**Q:** I compared computed atomization energies of NF₃ with the measured one. PBE is off by 5 kJ/mol, while the most complete coupled-cluster calculation is off by almost 400. Does PBE describe this molecule better?

**A:** No. The comparison with experiment mixes two errors: the approximate treatment of the electrons' interaction, and the small set of functions from which the orbitals are built. They can add or cancel, so the rows have to be compared with each other before they are compared with the measurement.

Neutral singlet NF₃ and its free atoms, calculated with Ansatz 0.2.0 at the levels listed, in the 6-31G basis and with the molecule at its MP2(full)/6-31G* geometry. Noble-gas cores are left uncorrelated and relativity is neglected. Atomization energies are electronic, without zero-point or thermal terms.

```tsv
level	computed less measured atomization energy (kJ/mol)	rough wall time (s)
RHF	-987.8	0.2
RMP2	-377.5	n/a
CISD	-566.0	2
RCCSD	-432.0	n/a
RCCSD(T)	-402.1	0.5
BCCD(T)	-400.9	0.6
RCCSDT	-400.7	n/a
RCCSDT(Q)	-395.6	10
RCCSDTQ	-396.2	40
PBE	-5.3	0.5
BLYP	-55.3	0.5
revPBE	-91.6	0.4
r2SCAN	-155.4	0.9
PBE0	-196.8	0.6
B3LYP	-179.1	0.6
wB97M-V	-177.2	2
B2PLYP	-269.9	0.8
RPA-PBE	-527.4	0.7
```

**Q:** Perhaps coupled cluster simply stopped too early. How would I tell?

**A:** Look at the steps between its levels. Adding triple excitations approximately, from RCCSD to RCCSD(T), raises the binding by 30 kJ/mol. From there up to RCCSDTQ, which treats triples and quadruples in full, the coupled-cluster rows stay within 7 kJ/mol of one another. The series has settled, but on the wrong value.

That gives a simple estimate of what the basis costs. The measured energy is 856.2 kJ/mol and RCCSDTQ gives 460.0, so 856.2 − 460.0 = 396.2 kJ/mol remains that higher excitations can hardly supply. Frozen cores, neglected relativity and a geometry not relaxed in this basis are included in that figure, but they are expected to matter far less: the geometry most, perhaps a few tens of kJ/mol, and the spin-orbit lowering of the fluorine atoms a few kJ/mol, about the size of PBE's whole miss. The estimate therefore gives the size of the basis error, not its exact value.

**Q:** What does the basis lack?

**A:** Above all, d functions. A free nitrogen or fluorine atom fills only s and p shells, so at the mean-field level it hardly needs them. In NF₃ the density is pulled sideways into the bonds, and the lone pairs deform in the field of their neighbours; s and p functions alone follow these distortions poorly. Electrons crowded around the bonds also need d functions to avoid one another in angle, and a correlated calculation gains further from f functions and from more s and p functions. The molecule is thus penalised more than its atoms, and the binding comes out too weak.

**Q:** Then why does PBE escape the problem?

**A:** It doesn't escape it; a second error hides it. Even an exact functional would lose binding here, because the molecular density could not take its best shape. To land on the measured value, PBE must bind too strongly by about as much as the basis takes away from PBE itself, and overbinding is a well-known tendency of this functional. PBE lies 391 kJ/mol above RCCSDTQ, but not all of that is its own error: a functional obtains correlation from the density and needs fewer basis functions for it than a wave function does.

**Q:** PBE0 adds exact exchange, which ought to help. Yet its miss is much larger.

**A:** Replacing a quarter of PBE's exchange by exact exchange lowers the binding by 192 kJ/mol. Approximate exchange of the PBE kind keeps the hole around each electron compact, which imitates part of the correlation between electrons at the two ends of a bond. Exact exchange removes some of that extra binding, and with it part of the compensation for the poor basis. The larger miss is therefore no evidence that PBE0 is the worse functional.

With d functions added, I would look for the coupled-cluster energies to climb towards experiment and for PBE to rise past it. A near-hit that disappears when the basis improves was a cancellation.

**Q:** Is there a failure I could have spotted without any measured value?

**A:** Yes, CISD. It uses the same single and double excitations as RCCSD in the same basis, yet binds NF₃ by 134 kJ/mol less. The difference lies in how excitations combine. When two electron pairs in different parts of the molecule are excited at once, that is a quadruple excitation: RCCSD includes it as a product of two doubles, while CISD leaves it out.

The more pairs there are, the more such products are lost. In the molecule, CISD recovers 148 kJ/mol less correlation energy than RCCSD; subtraction leaves only about 14 for the four separate atoms together, if both methods start from the same atomic reference energies. An error that merely grew in proportion to the number of pairs could cancel between a molecule and its fragments; this one grows faster, so much of it remains in the binding energy.

RHF betrays itself even more plainly: its atomization energy is −131.6 kJ/mol, so it puts a stable gas above its free atoms. Missing correlation and the missing d functions both contribute. RPA-PBE binds 131.2 kJ/mol less than RCCSDTQ, in line with the known tendency of direct RPA to underbind molecules.

**Q:** RMP2 is within 19 kJ/mol of RCCSDTQ. Can I trust that one?

**A:** Not on this evidence. It misses 51 kJ/mol of correlation energy in the molecule and, by the same subtraction, about 70 in the atoms. The binding looks good because the two losses largely cancel. This is PBE's lesson again on a smaller scale, and the printed output after this conversation gives the differences behind it.

**Q:** So where should the next effort go?

**A:** Into the basis. The measured atomization energy corresponds to 285 kJ/mol per N–F bond, averaged over the three bonds, while RCCSDTQ in this basis gives 153. The last steps up the coupled-cluster series move the total by a few kJ/mol while hundreds are missing, so the basis has to be improved before a costlier method is worth its price.

Output of the analysis:

```
Atomization energies in kJ/mol:
        row  computed  computed less RCCSDTQ
        RHF    -131.6                 -591.6
       RMP2     478.7                   18.7
       CISD     290.2                 -169.8
      RCCSD     424.2                  -35.8
   RCCSD(T)     454.1                   -5.9
    BCCD(T)     455.3                   -4.7
     RCCSDT     455.5                   -4.5
  RCCSDT(Q)     460.6                    0.6
    RCCSDTQ       460                      0
        PBE     850.9                  390.9
       BLYP     800.9                  340.9
     revPBE     764.6                  304.6
     r2SCAN     700.8                  240.8
       PBE0     659.4                  199.4
      B3LYP     677.1                  217.1
    wB97M-V       679                    219
     B2PLYP     586.3                  126.3
    RPA-PBE     328.8                 -131.2
RCCSDTQ atomization energy as share of the measured one (per cent): 53.73
Measured atomization energy per N-F bond (kJ/mol): 285.4
RCCSDTQ atomization energy per N-F bond (kJ/mol): 153.3
Gain in binding from RCCSD to RCCSD(T) (kJ/mol): 29.9
Number of rows that bind over 100 kJ/mol more than RCCSDTQ: 8
Change in binding from PBE to revPBE (kJ/mol): -86.3
Change in binding from PBE to PBE0 (kJ/mol): -191.5
Binding lost by CISD against RCCSD (kJ/mol): 134
Correlation energy lost by CISD against RCCSD in the molecule (kJ/mol): 147.9
Same loss in the four atoms together by subtraction (kJ/mol): 13.88
Correlation energy lost by RMP2 against RCCSDTQ in the molecule (kJ/mol): 51.33
Same loss in the four atoms together by subtraction (kJ/mol): 70.03
```
